## Examination question

The ion Os$^{6+}$ was computed in relativistic RPA with the configuration [Xe] 4f$^{14}$ 6s$^2$ imposed and 5d empty. This is not its ground configuration, which is 5d$^2$, so every value below belongs to an excited closed shell. A subshell $nl_j$ holds $2j+1$ electrons. Its dipole part is its share of the static dipole polarisability $\alpha_1$, and its quadrupole part is its share of $\alpha_2$. "Uncoupled" means that each electron responds to the applied field alone, without the field induced in the others.

Relativistic RPA (time-dependent Dirac-Hartree-Fock, no-pair Dirac-Coulomb) for the closed-shell ion Os6+ (Z = 76), [Xe] 4f14 6s2, computed with B-spline many-body code 1 in a B-spline basis, with a finite nucleus of rms radius 5.4126 fm. Each part is the contribution of a whole subshell to the static dipole or quadrupole polarisability.

| subshell | dipole part (bohr³) | quadrupole part (bohr⁵) |
| --- | --- | --- |
| 1s1/2 | n/a | n/a |
| 2s1/2 | n/a | n/a |
| 2p1/2 | n/a | n/a |
| 2p3/2 | n/a | n/a |
| 3s1/2 | n/a | n/a |
| 3p1/2 | n/a | n/a |
| 3p3/2 | n/a | n/a |
| 3d3/2 | -0.0002563 | n/a |
| 3d5/2 | -0.0004084 | n/a |
| 4s1/2 | -0.0001570 | -0.0001665 |
| 4p1/2 | n/a | n/a |
| 4p3/2 | -0.0001651 | 0.0005037 |
| 4d3/2 | -0.0002121 | 0.002885 |
| 4d5/2 | -0.0002259 | 0.005401 |
| 5s1/2 | n/a | 0.3795 |
| 5p1/2 | 0.04027 | 0.2373 |
| 5p3/2 | 0.1672 | 0.8073 |
| 4f5/2 | -0.006817 | 0.03498 |
| 4f7/2 | -0.008149 | 0.05104 |
| 6s1/2 | 10.23 | 13.00 |

(a) Which subshell dominates each total, and why is the dominance weaker for the quadrupole?

(b) How can a part be negative?

(c) Do the two members of a $j$ pair respond in proportion to their electron numbers?

(d) The same run gives the Cauchy moment $S(-4) = 42.318$ and $C_6 = 49.6$ in atomic units. Estimate $C_6$ from a single absorption line and interpret the miss.

(e) Why does coupling barely change $\alpha_1$ but reverse the sign of $\alpha_2$?

(f) What would change for another nuclear charge, configuration or nuclear radius?

(g) Which digits can be trusted?

## Model answer

**(a)** The scales are 10 bohr³ for the 6s dipole part, 0.1 for 5p, 0.01 for 4f and $10^{-4}$ for the printed deeper rows. The two 6s electrons out of 70 carry 98% of $\alpha_1$ and about 90% of $\alpha_2$.

Second-order perturbation theory gives a shell of $N$ electrons and radius $r$ a $2^L$-pole response of order $N r^{2L}/\Delta$, where $\Delta$ is the gap to the lowest empty orbital that the operator reaches. The 6s shell is the largest and has a cheap dipole channel, 6s→6p. Size alone would then make 6s dominate more strongly at $L=2$. The table shows the reverse: per electron 6s beats 5p$_{3/2}$ by a factor 122 in the dipole and only 32 in the quadrupole.

Channels explain part of the weaker dominance in the total. For 5s the dipole step 5s→5p is blocked because 5p is full, while the quadrupole step 5s→5d stays within $n=5$ and is open. Its quadrupole part per electron, 0.19 bohr⁵, is accordingly close to the 0.20 of 5p$_{3/2}$. Two further causes probably act on the ratio to 5p: the 6s shell screens the core and so lowers the 5p dipole parts, as argued in (b), and a negative term lowers the 6s quadrupole entry, as argued in (e).

**(b)** Every core subshell lies below all empty orbitals, so its uncoupled response is a sum of squares over positive gaps and is positive. Unless it is numerical noise, a negative entry must come from the coupling. Take a valence oscillator and a core oscillator with bare polarisabilities $a_v$, $a_c$, each reducing the field $F$ at the other by $k$ times its own dipole:

$$p_v = a_v(F - k p_c), \qquad p_c = a_c(F - k p_v).$$

Inserting the first into the second gives

$$\frac{p_c}{F} = \frac{a_c\,(1 - k a_v)}{1 - k^2 a_c a_v}.$$

A polarised spherical shell of radius $r_v$ with dipole $p$ produces the field $-p/r_v^3$ inside, so $k a_v \approx a_v/r_v^3$. Since $\alpha_1^{1/3} = 2.18$ bohr, the factor $1 - k a_v$ passes through zero if the induced 6s charge sits near 2 bohr, which is a plausible guess. The core would then feel a small remainder of either sign. This is only a sketch. By the force balance described next, two electrons wholly outside a core of charge 8 could cancel no more than 2/8 of the field there, so stronger screening needs the parts of 6s that reach into the core.

At the nucleus the screening is known from force balance. The electron cloud does not accelerate, so the nucleus pulls on it with a force that cancels the external force on $N$ electrons. The reaction cancels the fraction $N/Z = 70/76 = 0.921$ of the force on the nucleus. The run gives 0.92, leaving 8% of the field. Strong screening by all 70 electrons together is therefore shown at one point. The share of 6s in it and the overscreening at the 4f radius are argued only, and exchange terms contribute as well. All negative dipole parts together make 0.16% of the total, 91% of that from 4f.

**(c)** They do so only roughly. Counting predicts 2 for p$_{3/2}$/p$_{1/2}$, and the 5p pair gives 4.15 in the dipole and 3.40 in the quadrupole. With $(Z\alpha_{\rm fs})^2 \approx 0.31$ ($\alpha_{\rm fs}$ the fine-structure constant), p$_{1/2}$ is contracted and more tightly bound, so its $r^{2L}/\Delta$ is smaller. The quadrupole excess over counting falls from 70% (5p) to 25% (4d) and 9% (4f), the order in which spin-orbit effects on the radial functions weaken with $l$. The dipole column is irregular: 4d and 4f fall below the count, by 29% and 10% of it, while 3d lies 6% above. A share proportional to $1 - k a_v$ is a small difference, and a slight change of radius moves it much, so these ratios measure no simple property.

**(d)** At imaginary frequency one line of frequency $\omega_0$ and oscillator strength $f$ gives $\alpha_1(i\omega) = f/(\omega_0^2+\omega^2)$. Then $\alpha_1 = f/\omega_0^2$ and $S(-4) = f/\omega_0^4$, so

$$\omega_0 = \sqrt{10.419/42.318} = 0.496\ \text{hartree}, \qquad f = 10.419^2/42.318 = 2.57 .$$

The Casimir-Polder integral $C_6 = (3/\pi)\int_0^\infty \alpha_1(i\omega)^2 d\omega$ yields the London form

$$C_6 = \tfrac34 \alpha_1^2 \omega_0 = 0.75 \times 10.419^2 \times 0.496 = 40.4 .$$

This is 19% below the run's 49.6, which was not used to fix $\omega_0$ or $f$. The Slater-Kirkwood formula with two electrons misses by 28% on the same side.

$S(-4)$ weights low lines, and $C_6$ is more sensitive to high ones, so the shortfall signals strength at higher frequency. If a second line at an assumed 1 to 4 hartree carries only the non-6s share of 0.19 bohr³, $C_6$ rises to about 41. Reaching 49.6 takes one to a few bohr³ in that line. Weight and frequency trade against each other, so only the order of magnitude counts. One reading that fits (b) is that the core absorbs at its own frequencies with a bare $a_c$ of the order of ten times its static share, most of which is screened away in a static field. Excitations of 6s beyond 6p can supply some of the same weight. A part in the table is in any case not the weight of that shell's absorption lines.

**(e)** Coupling moves $\alpha_1$ by 3.4% and the octupole value by 25%, each relative to the uncoupled number, whereas $\alpha_2$ goes from $-22.3$ to $+14.5$ bohr⁵. An uncoupled static value can be negative only if some gap is negative. At charge 6+ the empty 5d orbital lies below the occupied 6s, and the term $2|\langle 5d|Q|6s\rangle|^2/(\epsilon_{5d}-\epsilon_{6s})$, with $Q$ the quadrupole operator and $\epsilon$ orbital energies, is negative. Parity forbids 6s→5d for odd $L$, which is why the dipole and octupole keep their sign. The small dipole change need not mean weak coupling, because screening lowers the response while electron-hole attraction raises it.

The two totals do not reveal what coupling does to the downward term. Write $\alpha_2 = R + t$, with $t$ that term and $R$ a positive remainder taken as unchanged. For $R = 10$, $t$ goes from $-32.3$ to $+4.5$ and has changed sign. For $R = 40$ it goes from $-62.3$ to $-25.5$ and has only shrunk. Physics favours the second case, since 5d6s states lie below 6s$^2$ in such an ion and electron-hole attraction would make the gap more negative. The scale-free ratio $\alpha_2/\sqrt{\alpha_1\alpha_3}$ points the same way, 0.37 here against 0.62 for hydrogen 1s, though a nodeless orbital is a crude yardstick. The entry 13.00 is thus a net figure and no measure of the size of 6s, and the positive total does not show that the state is stable.

**(f)** These are arguments. Along the 70-electron sequence 6s$^2$ is the ground configuration at the neutral end (Yb), where 5d lies above 6s. Between there and Os$^{6+}$ the 6s–5d gap passes through zero, so, with the charge treated as continuous, $\alpha_2$ of the 6s$^2$ state should diverge upward at the crossing and return negative, then rise to the positive value found here, while $\alpha_1$ falls smoothly. The hydrogenic law, a fall with the fourth power of the charge, should not be used here, since 6s penetrates the core and the 6s–6p gap grows more slowly than the square of the charge. The dipole shielding follows $70/Z$. In the 5d$^2$ ground configuration the 6s→6p channel is gone and $\alpha_1$ should be several times smaller, but subtracting 10.23 would be wrong because the core would lose its screen. The nuclear radius, $10^{-4}$ bohr against a response length of 2 bohr, acts only through slight shifts of penetrating orbitals such as 6s.

**(g)** The printed parts sum to 10.4211 and 14.5187, within 0.002 and 0.003 of the totals. The last digit of the 6s entries is uncertain by 0.005, so the sums confirm the large rows and bound the n/a entries, which are not zeros, only in sum and only to that size. Six of the eleven dipole rows are smaller than this, so the check says nothing about them, and their four figures should be read as sign and magnitude at best. The 4d quadrupole parts behind the 25% in (c) are hardly better tested. The $N/Z$ rule tests the dipole response to two digits. For the quadrupole shielding factor, $-29.4$, the data makers' tests on other systems suggest two or three good digits, and nothing in this run checks that. Physical accuracy is lower than numerical accuracy, because RPA lacks further correlation. In particular it treats 6s$^2$–5d$^2$ mixing only in part, and this mixing acts on the very channel that controls $\alpha_2$.

## Remarks on the reasoning

The parts must not be read as polarisabilities of separate shells. That reading fails at once on the negative entries, and the shortfall in $C_6$ also speaks against it.

A further argument for (e) uses the run's $C_8$. If $\alpha_2(i\omega)$ had the frequency shape of $\alpha_1(i\omega)$, the ratio $C_8\alpha_1/(C_6\alpha_2)$ would be 5. The run gives 10.0001, and a single positive quadrupole line would have to sit near 4 to 7 hartree to match, about ten times $\omega_0$. That suggests a static $\alpha_2$ depleted by cancellation. The evidence is independent of the static values: integrating the run's own $\alpha_1(i\omega)$ and $\alpha_2(i\omega)$ in $C_8 = (15/\pi)\int_0^\infty \alpha_1\alpha_2\,d\omega$ reproduces the stated $C_8$ to about 1%, and the closeness of the ratio to the round number 10 is a coincidence. Screened core strength would also raise $C_8$, however, so the argument supports the reading in (e) without proving it.

No parameter was fitted to the rows. Counting was applied to the four d, f and 5p pairs, and the line models were fixed by totals of the run; the printed output below gives the shares and scans.

Printed output of the fit:

```
row: dipole share, per electron [bohr^3] | quadrupole share, per electron [bohr^5]
3d3/2: -0.00246% -6.41e-05 | n/a
3d5/2: -0.00392% -6.81e-05 | n/a
4s1/2: -0.00151% -7.85e-05 | -0.00115% -8.33e-05
4p3/2: -0.00158% -4.13e-05 | 0.00347% 0.000126
4d3/2: -0.00204% -5.3e-05 | 0.0199% 0.000721
4d5/2: -0.00217% -3.77e-05 | 0.0372% 0.0009
5s1/2: n/a | 2.61% 0.19
5p1/2: 0.386% 0.0201 | 1.63% 0.119
5p3/2: 1.6% 0.0418 | 5.56% 0.202
4f5/2: -0.0654% -0.00114 | 0.241% 0.00583
4f7/2: -0.0782% -0.00102 | 0.351% 0.00638
6s1/2: 98.2% 5.12 | 89.5% 6.5
dipole: sum 10.4211, total-sum -0.0017, rounding floor 0.0051, rows below floor 6/11, non-6s 0.1911
quadrupole: sum 14.5187, total-sum +0.0029, rounding floor 0.0052, rows below floor 3/10, non-6s 1.5187
negative dipole parts -0.0164 bohr^3 = -0.16%, 4f gives 91% of them
counting model, high-j/low-j ratio vs (2j+1) ratio; (Z alpha)^2 = 0.308
3d: count 1.500, dipole 1.593 (+6%), quadrupole n/a
4d: count 1.500, dipole 1.065 (-29%), quadrupole 1.872 (+25%)
4f: count 1.333, dipole 1.195 (-10%), quadrupole 1.459 (+9%)
5p: count 2.000, dipole 4.152 (+108%), quadrupole 3.402 (+70%)
per-electron ratio 6s/5p3/2: dipole 122, quadrupole 32; quadrupole 5p3/2 / 4f7/2 32
N = 70, N/Z = 0.9211, run 0.92 (floor 0.005); field left at nucleus 7.9%
coupled-uncoupled: dipole +0.343 (+3.4%), quadrupole +36.83, octupole +29.5 (+25%)
one pole: w 0.496 Eh (13.5 eV), f 2.57, C6 40.4 vs run 49.6 (-19%)
Slater-Kirkwood N=2: C6 35.7 (-28%); from run C6: w 0.610 Eh, N_eff 3.87
two poles (upper frequency assumed; constants trade off); total minus 6s = 0.19 bohr^3
w2 1.0 Eh: C6 with that share 40.6; needed weight 5.0 bohr^3, w1 0.38 Eh; quad pole for C8 7.1 Eh
w2 2.0 Eh: C6 with that share 41.0; needed weight 2.2 bohr^3, w1 0.44 Eh; quad pole for C8 4.3 Eh
w2 4.0 Eh: C6 with that share 41.2; needed weight 1.4 bohr^3, w1 0.46 Eh; quad pole for C8 3.6 Eh
C8*a1/(C6*a2) = 10.00011 (5 if same frequency shape); rel. gap to 10 1.1e-05, rounding 1.0e-05
a2/sqrt(a1*a3): run 0.371, H 1s 0.617; a2/a1 1.39, a3/a2 10.1 bohr^2
a2 = R + (6s-5d term), R assumed unchanged by coupling [bohr^5]:
R 0: term uncoupled -22.3, coupled +14.5, ratio -0.65
R 10: term uncoupled -32.3, coupled +4.5, ratio -0.14
R 20: term uncoupled -42.3, coupled -5.5, ratio +0.13
R 40: term uncoupled -62.3, coupled -25.5, ratio +0.41
nuclear rms radius 1.02e-04 bohr; a1^(1/3) 2.18 bohr
```
